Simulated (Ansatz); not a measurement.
## Mg2O5: the change of pressure with volume per atom

Results calculated with Ansatz 0.2.0 development build, not measured. Equation of state of a cubic crystal from periodic Kohn-Sham density functional theory without spin; pressure corrected for the finite basis.

Cell of the first row (space group Pn-3m, No. 224):
```
Mg2O5
1.0
      5.0731     0.0000     0.0000
      0.0000     5.0731     0.0000
      0.0000     0.0000     5.0731
Mg O
4 10
Direct
  0.00000 0.00000 0.00000
  0.50000 0.50000 0.00000
  0.50000 0.00000 0.50000
  0.00000 0.50000 0.50000
  0.50000 0.00000 0.00000
  0.00000 0.50000 0.00000
  0.00000 0.00000 0.50000
  0.50000 0.50000 0.50000
  0.75000 0.75000 0.25000
  0.75000 0.25000 0.75000
  0.25000 0.75000 0.75000
  0.75000 0.25000 0.25000
  0.25000 0.75000 0.25000
  0.25000 0.25000 0.75000
```

Settings of every row: formula Mg2O5; structure type cubic X2O5; functional PBE; spin treatment none; k mesh 11x11x11; occupation method fermi-dirac; occupation width 0.061225619 eV; wave cutoff 700 eV; datasets hard PAW; density cutoff ratio 4.

Limits: a cubic model structure, not a phase known at ambient conditions; modest k-mesh, values are not fully converged in k; no spin polarisation, a magnetic state may lie lower.

```
row  volume per atom (Å³)  pressure (GPa)  energy above lowest point (meV/atom)
  1                 9.326            8.38                                 14.65
  2                 9.524           5.267                                  6.23
  3                 9.723           2.469                                  1.47
  4                 9.921               ?                                     ?
  5                 10.12          -2.309                                  1.48
  6                10.318          -4.343                                  5.63
  7                10.516          -6.173                                 12.16
```

Question: what pressure should row 4 give?

Worked fit of pressure. Take u = (V_r/V)^(2/3) − 1 with V_r = 9.9215 Å³ an atom, which is twice the finite (Eulerian) strain; such expansions in the strain, on which the Birch-Murnaghan equation of state is built, carry the rest volume and the bulk modulus. The shown rows have u = 0.04213, 0.02763, 0.01356, -0.01312, -0.02579, -0.03805. Least squares give pressure = −0.0469 + 178.663 × u + 483.96 × u² + 532 × u³ GPa; a parabola predicts inner rows, each left out in turn, worse (root mean square 0.012 against 0.0048 GPa). The rows lie off it by 0.001, -0.003, 0.003, 0.000, -0.001, 0.001. The pressure vanishes at u = 0.0003, or V = 9.918 Å³ an atom, and there the bulk modulus at fixed shape and fractions is B = −V dP/dV = (2/3)(1 + u) dP/du = 119 GPa. The withheld row has u = 3e-05, so the fit gives −0.0469 + 178.663 × (3e-05) + 483.96 × (3e-05)² + 532 × (3e-05)³ = -0.042 GPa.

The calculation gave -0.046 GPa. The fit lies 0.004 GPa (8.7 % of the value, 0.027 % of the column's range) above it; its largest miss of a shown row is 0.003 GPa.

The other values of row 4: energy above lowest point 0 meV/atom.
